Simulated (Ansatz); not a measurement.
## Ta: energy less free atoms and pressure against volume per atom

All results are calculated (Ansatz 0.2.0). Periodic Kohn-Sham DFT of a crystal at fixed atoms; pressure and stress are positive in compression; the energy is the free energy less that of spherical unpolarised free atoms; site moments are those in the method's own spheres, positive along +z.

Cell of the first row (space group Im-3m, No. 229):
```
CELL_PARAMETERS angstrom
-1.61760 1.61760 1.61760
1.61760 -1.61760 1.61760
1.61760 1.61760 -1.61760
ATOMIC_POSITIONS crystal
Ta 0.00000 0.00000 0.00000
```

Settings of every row: method all-electron LAPW; functional PBEsol; relativity scalar; k mesh 17x17x17; filling fermi-dirac; smearing width 0.08 eV; basis error target 0.5 meV/atom; nucleus gaussian.

Atom start moment: 0 on all atoms.

Limits: no spin-orbit coupling on heavy atoms.

| row | volume per atom (Å³) | energy less free atoms (eV/atom) | pressure (GPa) |
| --- | --- | --- | --- |
| 1 | 16.93 | -10.4616 | 9.578 |
| 2 | 16.939 | -10.4621 | 9.448 |
| 3 | 17.29 | -10.4775 | 4.647 |
| 4 | 17.47 | -10.4814 | 2.357 |
| 5 | 17.65 | -10.4828 | 0.178 |
| 6 | 18.01 | -10.4786 | -3.867 |
| 7 | 18.19 | -10.4732 | -5.742 |
| 8 | 18.371 | -10.4657 | -7.527 |
| 9 | 18.551 | -10.4563 | -9.225 |
| 10 | 18.731 | ? | ? |
| 11 | 19.091 | -10.4172 | -13.841 |

Question: what energy less free atoms and pressure should row 10 give?

Worked fit of energy less free atoms. Take u = (V_r/V)^(2/3) − 1 with V_r = 17.83 Å³ an atom, which is twice the finite (Eulerian) strain; such expansions in the strain, on which the Birch-Murnaghan equation of state is built, carry the rest volume and the bulk modulus. The shown rows have u = 0.03513, 0.03477, 0.02071, 0.01369, 0.00679, -0.00667, -0.01324, -0.01973, -0.02608, -0.04453. Least squares give energy less free atoms = −10.48185 − 0.3173 × u + 25.464 × u² eV/atom; a straight line predicts inner rows, each left out in turn, worse (root mean square 0.014 against 2.8e-05 eV/atom). All shown rows lie on it to the printed digit. Its lowest point lies at u = 0.0062, or V = 17.66 Å³ an atom, and the curvature there gives the bulk modulus at fixed shape and fractions, B = (4/9)(1 + u)² E″(u)/V = 208 GPa. The withheld row has u = -0.03233, so the fit gives −10.48185 − 0.3173 × (-0.03233) + 25.464 × (-0.03233)² = -10.4450 eV/atom.

The calculation gave -10.445 eV/atom. The fit meets it to the printed digit.

Worked fit of pressure. Take u = (V_r/V)^(2/3) − 1 with V_r = 17.83 Å³ an atom, which is twice the finite (Eulerian) strain; such expansions in the strain, on which the Birch-Murnaghan equation of state is built, carry the rest volume and the bulk modulus. The shown rows have u = 0.03513, 0.03477, 0.02071, 0.01369, 0.00679, -0.00667, -0.01324, -0.01973, -0.02608, -0.04453. Least squares give pressure = −1.8924 + 300.145 × u + 734.79 × u² + 439 × u³ GPa; a parabola predicts inner rows, each left out in turn, worse (root mean square 0.0082 against 0.0051 GPa). The rows lie off it by 0.000, -0.002, 0.004, 0.002, -0.002, -0.005, -0.003, 0.005, 0.003, -0.001 (root mean square 0.0031 GPa). The pressure vanishes at u = 0.0062, or V = 17.67 Å³ an atom, and there the bulk modulus at fixed shape and fractions is B = −V dP/dV = (2/3)(1 + u) dP/du = 207 GPa. The withheld row has u = -0.03233, so the fit gives −1.8924 + 300.145 × (-0.03233) + 734.79 × (-0.03233)² + 439 × (-0.03233)³ = -10.843 GPa.

The calculation gave -10.84 GPa. The fit lies 0.003 GPa (0.013 % of the column's range) below it; its largest miss of a shown row is 0.005 GPa.
